# Hf2S: counting electrons, naming orbitals, placing the Fermi level

The table gives the number of electron states per eV in one cell of Hf2S, with both spins counted. A cell holds four hafnium and two sulfur atoms. Energies are counted from the Fermi level, up to which the states are filled at zero temperature. "DOS Hf 5d", "DOS S 3p" and the other projected columns say how much of the total resembles each atomic orbital.

Density of states of Hf2S (P6_3/mmc, a = 3.388 Å, c = 11.805 Å), calculated with Ansatz 0.2.0 in scalar-relativistic LDA without spin polarisation, with PAW datasets made for PBE and a plane-wave cutoff of 420 eV. The states come from the tetrahedron method on an 18×18×6 k mesh, averaged over 0.2 eV bins. Löwdin projections are summed over sites, and energies are relative to the Fermi level.

```tsv
energy (eV)	density of states total (states/eV/cell)	DOS Hf 5d (states/eV/cell)	DOS S 3p (states/eV/cell)	DOS Hf 6s (states/eV/cell)	DOS S 3s (states/eV/cell)	DOS Hf 5p (states/eV/cell)
-4.75	1.920	0.460	1.26	0.12	0.0400	0.0100
-4.55	2.280	0.550	1.46	0.17	0.0500	0.0100
-4.35	2.600	0.640	1.77	0.12	0.0300	0.0100
-4.15	3.420	0.840	2.44	0.08	0.0200	0.0200
-3.95	2.460	0.610	1.74	0.06	0.0100	0.0100
-3.75	2.000	0.510	1.39	0.07	0.0100	0.0100
-3.55	1.880	0.490	1.24	0.1	0.0100	0.0100
-3.35	1.960	0.530	1.18	0.18	0.0200	0.0100
-3.15	0.960	0.320	0.27	0.28	0.0300	0.0200
-2.95	1.230	0.510	0.22	0.41	0.0300	0.0200
-2.75	2.840	1.350	0.39	0.97	0.0300	0.0500
-2.55	3.660	1.870	0.45	1.17	0.0200	0.0700
-2.35	3.810	2.650	0.3	0.72	0.0100	0.0400
-2.15	2.950	2.180	0.21	0.45	0.0000	0.0400
-1.95	3.110	2.440	0.19	0.36	0.0000	0.0400
-1.75	5.830	4.500	0.34	0.73	0.0300	0.0600
-1.55	5.440	4.200	0.33	0.66	0.0400	0.0500
-1.35	6.000	4.920	0.26	0.56	0.0400	0.0600
-1.15	3.400	2.680	0.25	0.21	0.0300	0.0400
-0.95	8.100	6.610	0.56	0.28	0.0800	0.1000
-0.75	5.980	5.090	0.32	0.15	0.0400	0.0700
-0.55	1.660	1.510	0.04	0.04	0.0100	0.0100
-0.35	1.330	1.220	0.02	0.03	0.0100	0.0000
-0.15	1.620	1.460	0.03	0.03	0.0300	0.0000
0.05	3.050	2.710	0.06	0.07	0.0300	0.0100
0.25	4.670	4.120	0.11	0.1	0.0400	0.0100
0.45	4.780	4.270	0.13	0.09	0.0500	0.0100
0.65	5.150	4.660	0.13	0.09	0.0400	0.0100
0.85	6.990	6.410	0.16	0.08	0.0700	0.0100
1.05	6.450	5.880	0.19	0.07	0.0800	0.0100
1.25	3.940	3.490	0.18	0.06	0.0500	0.0100
1.45	3.480	3.020	0.19	0.07	0.0500	0.0100
1.65	3.580	3.060	0.2	0.08	0.0600	0.0000
1.85	3.230	2.730	0.2	0.08	0.0600	0.0000
2.05	3.410	2.810	0.24	0.11	0.0800	0.0000
2.25	4.470	3.650	0.32	0.17	0.1200	0.0000
2.45	5.680	4.560	0.43	0.23	0.1800	0.0100
2.65	7.100	5.540	0.59	0.32	0.2800	0.0100
2.85	7.070	5.530	0.55	0.3	0.2600	0.0100
3.05	6.130	4.770	0.44	0.26	0.2000	0.0100
```

## 1. Which orbitals carry the states at the Fermi level?

Those of hafnium. In the bin at 0.05 eV, which contains the Fermi level, Hf 5d makes up 89 % of the total and S 3p only about 2 %.

The limit without mixing between the atoms explains this. Sulfur binds its 3p electrons more strongly than hafnium binds its 5d electrons, so the S 3p levels lie lower and fill first. The electrons left over go into the hafnium states, which they fill only in part. No gap opens at the Fermi level inside this group, so the compound is a metal, and the electrons that respond to a small voltage are in states of mostly Hf 5d character.

## 2. The total has two deep dips below the Fermi level. Which one separates sulfur from hafnium?

The one at −3.15 eV. In every listed bin below it S 3p is larger than Hf 5d, and from that bin upwards Hf 5d is the larger. The states above it are called the metal group here. The share of Hf 6s is largest near the bottom of this group, with 34 % of the bin at −2.75 eV, and is down to 2.5 % at −0.75 eV.

The dip at −0.35 eV is of another kind. Hf 5d makes up 92 % of the states there and leads on both sides as well. The dip is also no gap, since 1.33 states per eV remain.

Its likely origin can be seen from the limit of isolated hafnium atoms, whose 5d levels would all lie close together. Coupling between neighbours spreads them over a wide range of energies, with the most strongly bonding combinations at the bottom, and the arrangement of the atoms can leave few states at some energy in between. The states above the dip needn't be antibonding. Up to the dip the metal group holds only about 11 electrons, while the 5d shells of four hafnium atoms have room for 40. A bond-resolved analysis, such as a crystal orbital Hamilton population, would show the bonding character on either side.

## 3. How many electrons does the metal group hold, and why that number?

The count needs only the periodic table:

- Four hafnium atoms bring 4 × 4 = 16 valence electrons.
- Two sulfur atoms bring 2 × 6 = 12.
- Filling the 3s and 3p shells of both sulfur atoms takes 2 × 8 = 16.
- This leaves 16 + 12 − 16 = 12 electrons for the metal group.

Adding up the total from −3.25 eV to the Fermi level gives 11.7, about 2 % below the expected 12. If hafnium kept all its valence electrons in this group, the sum would have to be 16. The small shortfall depends on where the cut is made, because the dip isn't empty and the two groups touch. A cut 0.13 eV lower would give exactly 12. The printed output after this text lists the sums.

The count works although the atoms do mix. Imagine the coupling between hafnium and sulfur being switched on slowly. Each sulfur band takes up some hafnium character, but no band appears or vanishes. As long as the two groups don't pass through each other, the lower one keeps room for the same 16 electrons.

## 4. The sulfur bands are full. Is sulfur therefore S²⁻?

No. A full band fixes how many electrons it holds, but not on which atom they sit. In the ionic limit the sulfur bands would contain no Hf 5d at all. In the listed part of these bands, which is only their upper end, Hf 5d makes up 25 %.

The orbital populations of the same calculation show how far this goes. They assign about 12.4 electrons per cell to Hf 5d (4 × 3.106), and 3.6 of these lie below −3.25 eV, most of them in bands that the count gives to sulfur. This points to covalent bonding, in which an electron pair sits in a sulfur band but is shared with hafnium. Part of the 3.6 may only reflect that the wide 5d orbitals reach over the sulfur atoms.

Mixing also has a counterpart higher up. When two levels couple, the lower one gains character of the upper one, and the upper one gains just as much of the lower. Some S 3p weight must therefore appear in states higher up. The orbital populations agree: they fill only about 9.1 of the 12 places in the S 3p shells, so the other 2.9 belong to empty states. Among the listed empty states, the S 3p share rises from 2.5 % at 0.65 eV to 8 % at 2.65 eV.

For practical use, take the electron count from the bands and treat any atomic charge as a matter of definition. Dividing space at the minima of the density (Bader) gives sulfur a charge of −1.3. Dividing the electrons among atomic orbitals (Löwdin) gives about −0.1.

## 5. What would change if one hafnium atom in ten were replaced by lutetium or tantalum?

Lutetium has one valence electron fewer than hafnium, and tantalum has one more. In the limit of very similar atoms the bands stay as they are and only their filling changes. This is the rigid-band picture. With four metal atoms per cell, the change is 0.4 electrons.

For tantalum, the added electrons enter states with a density of 3.05 per eV, so the Fermi level rises by 0.4 / 3.05 = 0.13 eV. For lutetium it has to fall further, by 0.20 eV, because the states thin out towards the dip. The density of states at the Fermi level changes from 2.7 to about 3.7 with tantalum and to about 1.5 with lutetium.

The direction follows from the slope: the Fermi level lies on the upper side of the dip, so removing electrons moves it towards the minimum. Zirconium, in the same column as hafnium, would leave the count at 12, and only the shape of the bands could change. The rigid picture becomes less reliable as the substitute differs more from hafnium. Tantalum holds its d electrons more tightly and lutetium less tightly, so both would also reshape the bands. The sizes of these shifts are therefore estimates, to be checked with a calculation that contains the foreign atoms.

## 6. Which digits of the density of states at the Fermi level can be trusted?

As a result of this calculation on its one mesh of k points, 2.70 states per eV and cell is well defined. How far its last digits would change on a denser mesh wasn't tested. Reading the nearest bin instead gives 3.05, which is 13 % too high, because that bin averages over a rising slope and lies mostly above the Fermi level. Interpolating between the two neighbouring bins gives 2.69 and repairs this.

As a property of the material, even the first digit is uncertain. If the Fermi level moved by only 0.1 eV against the bands, the value would become about 1.7 or 3.5. The lower figure comes from finer bins of 0.1 eV in the same calculation. Interpolating between the table's wider bins, as the printed output does, gives 2.0 there, which is too high because the density of states doesn't follow a straight line between them. The upper figure is such an interpolation too. Several features of the calculation may shift the bands. The first can do so by this much, while the sizes of the other two weren't tested:

- Spin–orbit coupling is left out, and in Hf 5d states it can amount to tenths of an eV.
- The widths of the bands depend on the cell, which is larger here than the one LDA itself would choose.
- The atomic datasets were made for a different functional, PBE.

This matters for any quantity that follows the density of states at the Fermi level, such as the electronic heat capacity. Before such a number is used, the calculation should be repeated with spin–orbit coupling and in the measured cell, because LDA tends to make cells too small when it relaxes them. The count of about 12 is much safer, because it follows from the total number of electrons and the number of full sulfur bands, and not from the slope at one energy.

## 7. The occupied metal group is mostly Hf 5d. Do its electrons therefore sit on the hafnium atoms?

Not necessarily. Hf2S is discussed as a layered electride, a solid in which some electrons collect in the space between the layers. The projected columns seem to speak against this, since the five listed orbital types account for about 96 % of the occupied metal group.

A limiting case shows why this argument fails. Suppose an electron sat entirely in the hollow between two hafnium layers. The 5d and 6s orbitals of the surrounding atoms reach into that hollow, and a combination of them can imitate much of the electron's wave. The projection would then label it as hafnium, although its density peaks where there is no atom.

A large Hf 5d share thus fits both pictures, and whether Hf2S is an electride stays open here. The way to decide is to plot the electron density of the metal group in slices of energy and look for maxima between the layers. How many electrons a group of bands holds, which orbitals they resemble and where they sit are three separate questions, and this last one needs a map in space.

The analysis program printed:

```
Electrons per cell from -3.25 eV to the Fermi level: 11.74
Formal count after filling S 3s and 3p, electrons per cell: 12
Table less formal count, electrons per cell: -0.2635
Table less rival count of 16, electrons per cell: -4.263
Lower cut that would give exactly the formal count, eV: -3.384
Electrons per cell in the listed part below -3.25 eV: 3.704
S 3p share of the listed part below -3.25 eV, percent: 67.39
Hf 5d share of the listed part below -3.25 eV, percent: 25
Hf 5d share of the occupied metal group, percent: 75.3
Hf 6s share of the occupied metal group, percent: 12.04
S 3p share of the occupied metal group, percent: 7.149
Share of the occupied metal group in none of the five shells, percent: 3.617
Hf 5d share in bin -0.35 eV, percent: 91.73
Hf 5d share in bin 0.05 eV, percent: 88.85
Hf 6s share in bin -2.55 eV, percent: 31.97
Hf 6s share in bin -0.75 eV, percent: 2.508
S 3p share in bin 0.65 eV, percent: 2.524
S 3p share in bin 2.65 eV, percent: 8.31
Hf 5d electrons per cell below -3.25 eV (Loewdin total less metal group): 3.587
The same as percent of all Hf 5d electrons: 28.87
Density of states at the Fermi level interpolated between bins, states/eV/cell: 2.692
Density of states 0.1 eV below the Fermi level, states/eV/cell: 1.978
Density of states 0.1 eV above the Fermi level, states/eV/cell: 3.455
Electrons per Hf between -0.35 eV and the Fermi level: 0.1524
Rigid-band Fermi level shift and density of states, one Hf in ten replaced by Lu, eV and states/eV/cell: -0.2028, 1.543
Rigid-band Fermi level shift and density of states, one Hf in ten replaced by Ta, eV and states/eV/cell: 0.1311, 3.707
```
